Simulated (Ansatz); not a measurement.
Loss of H2: BH(CH3)2(OH2) → B(CH3)2(OH) + H2

Species: BH(CH3)2(OH2), singlet; B(CH3)2(OH), singlet; H2 (hydrogen), singlet. 

Shapes, held fixed at every level: PBE0-D4/def2-TZVP. Flexible molecules stand in one conformer, not always the lowest. Programs: Ansatz 0.2.0. The zero-point and thermal change to 298 K, harmonic and unscaled (PBE0-D4/def2-TZVP), is -19.5 kJ/mol.

Question: Estimate ΔH(298 K) of this reaction.

Answer: The highest level, CCSD(T)/CBS estimate, gives ΔH(298 K) = -113.3 kJ/mol; the levels span -121.8 to -85.5. The column of differences is taken from that level and isn't an error. No measured value is set beside it here. The CBS estimate extrapolates MP2 from def2-TZVPP and def2-QZVPP and adds CCSD(T) − MP2 in the triple-zeta set, cores frozen; for H2 it overshoots the exact energy by about 1 mEh.

```
               level                    kind  ΔH(298 K) (kJ/mol)  less CCSD(T)/CBS estimate
    SPW92/def2-TZVPP                     LDA               -85.5                      +27.8
r2SCAN-D4/def2-TZVPP                meta-GGA              -114.8                       -1.5
 B3LYP-D4/def2-TZVPP           global hybrid              -121.8                       -8.5
  wB97M-V/def2-TZVPP  range-separated hybrid              -112.2                       +1.1
  wB97X-V/def2-TZVPP  range-separated hybrid              -112.3                       +1.0
        MP2/def2-SVP     perturbation theory              -113.5                       -0.2
CCSD(T)/CBS estimate   coupled cluster or CI              -113.3                        0.0
```

Loss of H2 from the water adduct is strongly exothermic at every level, with -113.3 kJ/mol at the highest. The adduct holds a hydridic B–H and a protic O–H bond side by side, and its water is attached only through a dative B–O bond. Elimination joins the two hydrogens in the strong H–H bond and leaves a covalent B–O bond, shortened and strengthened by donation from an oxygen lone pair into the empty p orbital of three-coordinate boron. The vibrational energy lost with the adduct's stiff modes adds to the exothermicity.

SPW92 stands apart as the least exothermic level, probably because LDA overbinds the four-coordinate adduct more than the separated products. B3LYP-D4 errs modestly the other way relative to coupled cluster, while the remaining functionals lie close to it. The near coincidence of MP2 in the small def2-SVP basis doesn't establish convergence in either basis or correlation treatment. The large driving force says nothing about how fast H2 is released, since no barrier was computed.
